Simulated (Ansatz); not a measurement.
## Ligand exchange: CH3K + GeH2(CH3)Cl → KCl + GeH2(CH3)2

Species: CH3K `[CH3][K]`, singlet; GeH2(CH3)Cl, singlet; KCl, singlet; GeH2(CH3)2, singlet. The partners trade CH3 for Cl: K–CH3 and Ge–Cl bonds give way to K–Cl and Ge–CH3.

Shapes, held fixed at every level: PBE0-D4/def2-TZVP. Programs: Ansatz 0.2.0. The zero-point and thermal change to 298 K, harmonic and unscaled (PBE0-D4/def2-TZVP), is +8.5 kJ/mol.

Estimate ΔH(298 K) of this reaction.

The highest level, CCSD(T)/def2-TZVPP, gives ΔH(298 K) = -208.2 kJ/mol; the levels span -219.8 to -189.4. The column of differences is taken from that level and isn't an error. No measured value is set beside it here. Relativity is left out for Ge unless named. Correlated rows may include outer-core shells of Ge, K, which these sets cover unevenly. Times are processor times on shared x86 and Arm servers, and rough.

```json
{"level": "PBE-D4/def2-TZVPP", "kind": "GGA", "ΔH(298 K) (kJ/mol)": "-189.4", "less CCSD(T)/def2-TZVPP": "+18.8", "CPU time (sum over the molecules)": "18 s"}
{"level": "B3LYP-D4/def2-TZVPP", "kind": "global hybrid", "ΔH(298 K) (kJ/mol)": "-200.8", "less CCSD(T)/def2-TZVPP": "+7.4", "CPU time (sum over the molecules)": "35 s"}
{"level": "BHLYP-D4/def2-TZVPP", "kind": "global hybrid", "ΔH(298 K) (kJ/mol)": "-217.0", "less CCSD(T)/def2-TZVPP": "-8.8", "CPU time (sum over the molecules)": "24 s"}
{"level": "r2SCAN0-D4/def2-TZVPP", "kind": "global hybrid", "ΔH(298 K) (kJ/mol)": "-219.8", "less CCSD(T)/def2-TZVPP": "-11.6", "CPU time (sum over the molecules)": "38 s"}
{"level": "wB97X-V/def2-TZVPP", "kind": "range-separated hybrid", "ΔH(298 K) (kJ/mol)": "-216.2", "less CCSD(T)/def2-TZVPP": "-8.0", "CPU time (sum over the molecules)": "55 s"}
{"level": "MP2/def2-TZVPP", "kind": "perturbation theory", "ΔH(298 K) (kJ/mol)": "-210.7", "less CCSD(T)/def2-TZVPP": "-2.5", "CPU time (sum over the molecules)": "–"}
{"level": "CCSD/def2-SVP", "kind": "coupled cluster or CI", "ΔH(298 K) (kJ/mol)": "-208.6", "less CCSD(T)/def2-TZVPP": "-0.4", "CPU time (sum over the molecules)": "–"}
{"level": "CCSD(T)/def2-TZVPP", "kind": "coupled cluster or CI", "ΔH(298 K) (kJ/mol)": "-208.2", "less CCSD(T)/def2-TZVPP": "0.0", "CPU time (sum over the molecules)": "3 min"}
```

Methyl transfer from potassium to germanium is strongly exothermic at every level, with CCSD(T) giving -208.2 kJ/mol. The driving force is the pairing of the most electropositive centre with the anion that best carries negative charge. In CH3K the charge sits largely on a strongly basic, carbanion-like methyl group, whereas chloride holds it far more readily and binds K+ in a strongly ionic bond. Methyl in turn gains a much more covalent bond to germanium, and together these gains outweigh the loss of the strong, polar Ge–Cl bond.

The spread among methods affects the size of the exotherm, not its sign. PBE gives the weakest driving force, but the share of exact exchange alone doesn't order the functionals, since r2SCAN0 lies beyond BHLYP. The close match of CCSD in the smaller basis may reflect cancellation between basis-set and triples effects. The values describe isolated molecules and don't carry over to the reaction in bulk or solution, where methylpotassium aggregates and KCl gains lattice energy.
